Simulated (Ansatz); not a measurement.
## LaCu₂: Boltzmann equation against the high-temperature formula (computed with Ansatz 0.2.0)

Space group P6/mmm (No. 191), 3 atoms in the cell of the first input below: a = 4.250 Å, b = 4.250 Å, c = 3.809 Å, α = 90.00°, β = 90.00°, γ = 120.00°.

The cell was built from a prototype of a structure type listed for this compound, relaxed without spin–orbit coupling to zero pressure (pressure 0.0 GPa with this functional, without spin–orbit coupling). Functional: PBEsol.

Input:

```yaml
crystal:
  lattice:
    - [4.2504503035, 0.0, 0.0]
    - [-2.1252251517, 3.6809979403, 0.0]
    - [0.0, 0.0, 3.808661231]
  atoms:
    - { symbol: La, position: [0.0, 0.0, 0.0] }
    - { symbol: Cu, position: [0.3333333333, 0.6666666667, 0.5] }
    - { symbol: Cu, position: [0.6666666667, 0.3333333333, 0.5] }
basis:
  ecutwfc: 420
  ecutrho_ratio: 4
kpoints:
  mp_grid: { grid: [10, 10, 10] }
hamiltonian:
  xc: pbesol
scf:
  occupations: { method: methfessel_paxton, width: 0.2 }
output: {}
phonons:
  supercell: [2, 2, 2]
  qpath:
    path:
      - [[0.0, 0.0, 0.0], [0.5, 0.0, 0.0], [0.33333333, 0.33333333, 0.0], [0.0, 0.0, 0.0], [0.0, 0.0, 0.5], [0.5, 0.0, 0.5], [0.33333333, 0.33333333, 0.5], [0.0, 0.0, 0.5]]
      - [[0.5, 0.0, 0.5], [0.5, 0.0, 0.0]]
      - [[0.33333333, 0.33333333, 0.5], [0.33333333, 0.33333333, 0.0]]
    npoints: 6
  electrical_resistivity: { mesh: [20, 20, 20], temperatures: [50, 100, 200, 300, 500] }
  superconductivity: { mesh: [20, 20, 20], eliashberg_equations: false }
```

```bash
ansatz run input.yaml --threads 8 --pin off --max-ram 15360MiB --backend cpu --events-out ev --progress --plain --runs-dir out
```

Time: 5 min on 8 threads of AMD EPYC 7R43 64-Core Processor (Zen 3), with other jobs on the host, peak memory 6.7 GiB.

λ_tr,xx from the finest mesh down: 0.398, 0.393, 0.394. The next coarser mesh moves the resistivity at 300 K by 18 % along the axis that moves most.

The run gives λ_tr,xx = 0.398 and a Drude plasma energy ħω_p,xx = 5.54 eV.

Task: Estimate the resistivity along x at 300 K from the high-temperature formula.

Result: ħ/τ = 2π λ_tr k_B T = 0.0646 eV and ρ = 1/(ε0 ω_p² τ) = 15.65 μΩ cm. The Boltzmann solution gives 15.58 μΩ cm, so the estimate is 0 % high, which is less than the mesh moves the solution along x.

| T (K) | ρ_xx (μΩ cm) | ρ_zz (μΩ cm) | formula, xx | R_H, field along x (10⁻¹¹ m³/C) | R_H, field along z (10⁻¹¹ m³/C) |
| --- | --- | --- | --- | --- | --- |
| 50 | 1.49 | 2.46 | 2.61 | -2.37* | -12.9 |
| 100 | 4.45 | 7.38 | 5.22 | -5.24* | -10.3* |
| 200 | 10.08 | 16.68 | 10.43 | -5.76* | -9.73* |
| 300 | 15.58 | 25.80 | 15.65 | -5.78* | -9.76* |
| 500 | 26.72 | 44.21 | 26.08 | -5.76* | -10.2 |

A star marks Hall coefficients that aren't converged: the next coarser mesh moves them by over a fifth (field along x at 300 K: -5.78 against -4.29). R_H depends on the direction of the field. At 300 K the next coarser mesh moves R_H by up to 26 %.

At 50 K the solution is 0.57 times the linear formula, and at 500 K 1.02 times. The formula is meant for temperatures above the phonon energies and for bands that vary little within k_B T.

Caveats: no spin-orbit coupling, which matters for these elements; not converged in the fine mesh; small supercell, couplings not converged in it.

The resistivity along x falls below the linear estimate on cooling because the formula gives every phonon its classical occupation, whereas in the Boltzmann solution the higher-energy modes freeze out and the remaining long-wavelength phonons scatter mostly through small angles. By 300 K the two nearly coincide. The slight excess at 500 K probably reflects band velocities and density of states that vary within the thermal window, since incomplete phonon excitation would act the other way.

Conduction is easier in the plane of the Cu honeycomb layers than across them at every temperature. The nearly constant ratio of ρ_zz to ρ_xx suggests that anisotropic Fermi velocities, rather than a change in the active phonons, set this difference. The unstarred Hall coefficients, both for field along z, are negative, so electron-like orbits outweigh hole-like ones there, but in a multiband metal this gives no direct carrier count. The match at 300 K supports the simplified treatment of scattering, not the absolute resistivity, because both routes share the same bands and couplings.
